**Question: How can a bond get weaker, shorter and stiffer at the same time?**

I have compared Hartree–Fock (HF) with PBE0 for five homonuclear dimers. HF lowers the dissociation energy $D_e$ of every one of them. In Al₂, In₂ and Tl₂ the equilibrium length $r_e$ grows as well, which is what I associate with a weaker bond. Yet Sn₂ and Pb₂ get shorter, and their harmonic frequencies $\omega_e$ rise. Equally odd, the frequencies of In₂ and Tl₂ hardly change although their bonds are longer. All five are triplets, so why do they react so differently?

Unrestricted PBE0 and HF calculations with def2-SVP in PySCF 2.14.0 for homonuclear dimers of groups 13 and 14, without spin-orbit coupling. Both methods describe the same triplet state, the lowest found in a PBE0 search, with its occupation held fixed. ECP denotes a scalar-relativistic effective core potential on each atom, and D_e is relative to the separated atoms.

| molecule | Z of the varied atom | valence electrons | relativity | unpaired | <S^2> of the determinant | <Lz^2> | r_e, PBE0 (Å) | r_e, HF less PBE0 (Å) | ω_e, PBE0 (cm⁻¹) | ω_e, HF over PBE0 | D_e, PBE0 (eV) | D_e, HF (eV) |
| --- | --- | --- | --- | --- | --- | --- | --- | --- | --- | --- | --- | --- |
| Al2 | 13 | 6 | non-relativistic | sigma1 pi1 | 2.01 | 1.0 | 2.728 | 0.015 | 276 | 1.018 | 1.51 | 0.75 |
| In2 | 49 | 6 | ECP | sigma1 pi1 | 2.01 | 1.0 | 3.053 | 0.049 | 114 | 1.010 | 1.26 | 0.59 |
| Sn2 | 50 | 8 | ECP | pi2 | 2.00 | 0.0 | 2.761 | -0.033 | 196 | 1.101 | 2.37 | 0.80 |
| Tl2 | 81 | 6 | ECP | sigma1 pi1 | 2.00 | 1.0 | 3.140 | 0.046 | 81 | 1.002 | 1.17 | 0.51 |
| Pb2 | 82 | 8 | ECP | pi2 | 2.00 | 0.0 | 2.891 | -0.032 | 141 | 1.088 | 2.14 | 0.49 |

**Answer**

Going from PBE0 to HF costs these dimers roughly 0.4 eV of binding per bonding p electron, but it moves the bond lengths by only a few hundredths of an ångström. The two changes need not point the same way. Binding energy depends on how far the HF curve lies above the PBE0 curve, whereas bond length depends on whether that distance grows or shrinks as the atoms separate.

The shared multiplicity hides two kinds of bond. Al₂, In₂ and Tl₂ have one σ and one π bonding electron with parallel spins, which amounts to two half-bonds. Sn₂ and Pb₂ have a filled σ bonding orbital and two unpaired π electrons, formally a double bond. In PBE0, Sn₂ is accordingly 0.29 Å shorter than its neighbour In₂ and has about three times its force constant.

To see what HF does to each kind, measure both energy curves from their own separated atoms and call the difference, HF less PBE0, the gap $G(r)$. Near the minimum its value is the loss in $D_e$. At the PBE0 minimum the PBE0 force vanishes, so the slope of the HF curve there is simply $G'$. With an HF force constant $k_{\mathrm{HF}}$, the minimum therefore moves by

$$\Delta r_e \approx -\frac{G'}{k_{\mathrm{HF}}}.$$

A gap that grows with distance pulls the minimum inwards, however much binding has been lost.

Take Sn₂. The PBE0 force constant is 8.47 eV/Å², and the HF frequency is 1.101 times the PBE0 one, so $k_{\mathrm{HF}} = 8.47 \times 1.101^2 \approx 10.3$ eV/Å². The computed curves give $G' = 0.323$ eV/Å. The shift should then be $-0.323/10.3 \approx -0.031$ Å, against $-0.033$ Å in the table. No parameter was adjusted to match the shift, but the slope comes from the same curves as the bond lengths, so the agreement confirms the bookkeeping and not the cause of the slope.

The standard cause of a growing gap is the lack of left-right correlation in HF. In a single symmetric determinant each bonding electron is spread equally over both atoms, regardless of where the others are. The electrons then crowd onto one atom too often, while real electrons tend to avoid this. At short distance, delocalisation pays for much of the crowding. As the bond stretches that gain fades and the penalty remains, so the HF curve climbs too steeply and its minimum lies too far in.

The stretched molecules show this fault. At about 1.55 times the PBE0 bond length, HF places Pb₂ 2.7 eV above its own separated atoms, although neutral atoms can form the same triplet state. Tl₂, with half as many bonding electrons, lies only 0.55 eV above its atoms at the same relative stretch. The contrast is larger than the electron count alone suggests, and spin should add to it: a free Pb atom has two p electrons with parallel spins, an arrangement that the single determinant of the molecule cannot fully restore on both atoms. A free Tl atom has only one p electron and no such pair to lose. PBE0 also uses one determinant, but its functional offsets much of the penalty: its Pb₂ curve is 0.3 eV above the atoms. PBE0 is thus a better reference at this distance, not an exact one.

In Al₂, In₂ and Tl₂ the gap has the opposite slope at $r_e$: it shrinks as the atoms separate, so HF puts the minimum further out than PBE0 does. The crowding penalty exists here too, but with only two bonding electrons it is weaker. PBE0 must therefore contain some attraction, absent from HF, that strengthens as the atoms approach. My guess is the correlated mutual polarisation of the two electron shells, which fades with distance. PBE0 can describe this only roughly, where the shells overlap, and its own errors may contribute to the slope; these calculations do not separate the two. In these terms Al₂ lengthens least because its gap is the least steep of the three and its bond is the stiffest. For these three molecules, however, the slope was worked out from the length shift itself, so this describes the small shift and does not explain it.

The frequencies follow from one more property of the gap, its curvature. At equal bond length HF is stiffer than PBE0 in all five molecules, by about 4 to 8% in frequency. A bond also softens when it lengthens and stiffens when it shortens, because its energy curve is anharmonic. In In₂ and Tl₂ the longer bond costs about 7% in frequency and nearly cancels the extra stiffness. In Sn₂ and Pb₂ the shorter bond adds about 5%, so the two effects reinforce each other.

The size of the binding loss follows the number of bonding electrons better than the strength of the bond. If each of $n$ independent electrons is equally likely to be on either atom, the variance of the number on one atom is $n/4$, so the crowding grows in proportion to $n$. A one-parameter fit of the loss to $n$ over all five rows gives 0.39 eV per electron, with a typical miss of 0.08 eV; a fixed percentage of the PBE0 $D_e$ does about half as well. The test is weak, since $n$ is only 2 or 4, and the mean loss actually rises by a factor of 2.3 instead of 2. The output below gives the fits and the gap for each molecule.

This also explains why Pb₂ looks so bad in HF. It loses almost the same energy as Sn₂, but from a smaller $D_e$, and so gives up 77% of its binding. Neither $D_e$ of Pb₂ nor that of Tl₂ is a realistic bond energy, however. Spin-orbit coupling is left out, and it would stabilise the free heavy atoms strongly and reduce the binding. In₂ and Sn₂ are affected too, though less. Its effect on the free atoms should largely cancel when the two methods are compared. In the molecules it also mixes electronic states, and that part need not cancel, so for Tl₂ and Pb₂ the contrast describes the model without spin-orbit coupling. The small basis limits the absolute values as well.

So a shorter, stiffer bond in HF is no sign of stronger binding. For a related dimer, first find out which bonding orbitals are filled, then ask how the missing correlation changes with distance. Its amount governs $D_e$, its slope $r_e$, and its curvature, together with the change in length, $\omega_e$.

Printed output of the fit:

```
Loss of binding from PBE0 to HF:
  row  bonding p electrons  loss [eV]  share of PBE0 D_e [%]  loss per bonding electron [eV]
  Al2                    2       0.76                  50.33                            0.38
  In2                    2       0.67                  53.17                           0.335
  Sn2                    4       1.57                  66.24                          0.3925
  Tl2                    2       0.66                  56.41                            0.33
  Pb2                    4       1.65                   77.1                          0.4125
fit of loss on 5 rows: coefficient of nb 0.3877 +/- 0.014; rms 0.0835, worst Tl2 0.115, leave-one-out rms 0.105
fit of loss on 5 rows: coefficient of de 0.649 +/- 0.049; rms 0.173, worst Pb2 -0.261, leave-one-out rms 0.222
Gap between the HF and PBE0 curves near the PBE0 length:
  row  k PBE0 [eV/Å2]  slope of gap [eV/Å]  curvature of gap [eV/Å2]  ω ratio HF/PBE0 at equal length  factor from changed length
  Al2           3.779             -0.06023                    0.3368                            1.044                      0.9755
  In2           2.746              -0.1475                    0.4829                            1.084                      0.9314
  Sn2           8.469               0.3231                    0.7702                            1.044                       1.054
  Tl2           2.473              -0.1223                    0.3714                            1.072                      0.9343
  Pb2           7.603               0.2705                    0.5549                            1.036                        1.05
Sn2 shift of r_e estimated as -slope/k [Å]: -0.03147
Pb2 shift of r_e estimated as -slope/k [Å]: -0.03006
Mean loss of group 14 over mean loss of group 13: 2.311
PBE0 bond length of Sn2 less In2 [Å]: -0.292
PBE0 bond length of Pb2 less Tl2 [Å]: -0.249
Tl2 last point over PBE0 r_e: 1.555
Pb2 last point over PBE0 r_e: 1.552
Tl2 HF energy above its atoms at the last point [eV]: 0.5538
Pb2 HF energy above its atoms at the last point [eV]: 2.697
Pb2 PBE0 energy above its atoms at the last point [eV]: 0.2908
```
